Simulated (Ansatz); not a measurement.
A series in volume scale on Ti3Ga

Results calculated with Ansatz 0.2.0, not measured. Free energy against uniform scaling of the volume at fixed shape and fractions; periodic cell, basis, potentials, k mesh and filling as listed.

The cell before it is scaled or strained (space group Fm-3m, No. 225):
```
CELL_PARAMETERS angstrom
0.00000 3.19770 3.19770
3.19770 0.00000 3.19770
3.19770 3.19770 0.00000
ATOMIC_POSITIONS crystal
Ti 0.75000 0.75000 0.75000
Ti 0.00000 0.00000 0.00000
Ti 0.25000 0.25000 0.25000
Ga 0.50000 0.50000 0.50000
```

Settings of every row: functional LDA; dispersion none; potentials PAW; wave cutoff 500 eV; density cutoff 2000 eV; k mesh 6x6x6; k shift 0x0x0; occupations gaussian; smearing width 0.1 eV; spin none.

Limits: coarse k mesh, up to 40 meV an atom off; minimum outside the range; the cell comes from a prototype or a list of computed structures and needn't be the stable phase.

```
row  volume scale  V (Å³/atom)  pressure (GPa)  energy above lowest point (meV/atom)
  1          0.94       15.368           -2.12                                     0
  2          0.96       15.695           -4.66                                     7
  3          0.98       16.022           -6.94                                  18.8
  4             1       16.349           -8.99                                  35.1
  5          1.02       16.676          -10.83                                  55.4
  6          1.04       17.003               ?                                     ?
  7          1.06        17.33          -13.97                                 106.2
```

Question: what pressure and energy above lowest point should row 6 give?

Worked fit of pressure. Take u = (V_r/V)^(2/3) − 1 with V_r = 16.185 Å³ an atom, which is twice the finite (Eulerian) strain; such expansions in the strain, on which the Birch-Murnaghan equation of state is built, carry the rest volume and the bulk modulus. The shown rows have u = 0.03513, 0.02071, 0.00677, -0.0067, -0.01973, -0.04455. Least squares give pressure = −7.989 + 152.04 × u + 415.3 × u² + 360 × u³ GPa; a parabola predicts inner rows, each left out in turn, worse (root mean square 0.0071 against 0.0012 GPa). All shown rows lie on it to the printed digit. The withheld row has u = -0.03234, so the fit gives −7.989 + 152.04 × (-0.03234) + 415.3 × (-0.03234)² + 360 × (-0.03234)³ = -12.48 GPa.

The calculation gave -12.49 GPa. The fit lies 0.01 GPa (0.084 % of the column's range) above it, one unit of the last digit.

Worked fit of energy above lowest point. Take u = (V_r/V)^(2/3) − 1 with V_r = 16.185 Å³ an atom, which is twice the finite (Eulerian) strain; such expansions in the strain, on which the Birch-Murnaghan equation of state is built, carry the rest volume and the bulk modulus. The shown rows have u = 0.03513, 0.02071, 0.00677, -0.0067, -0.01973, -0.04455. Least squares give energy above lowest point = 26.43 − 1209.9 × u + 13039 × u² meV/atom; a straight line predicts inner rows, each left out in turn, worse (root mean square 8.2 against 0.044 meV/atom). All shown rows lie on it to the printed digit. The withheld row has u = -0.03234, so the fit gives 26.43 − 1209.9 × (-0.03234) + 13039 × (-0.03234)² = 79.2 meV/atom.

The calculation gave 79.2 meV/atom. The fit meets it to the printed digit.
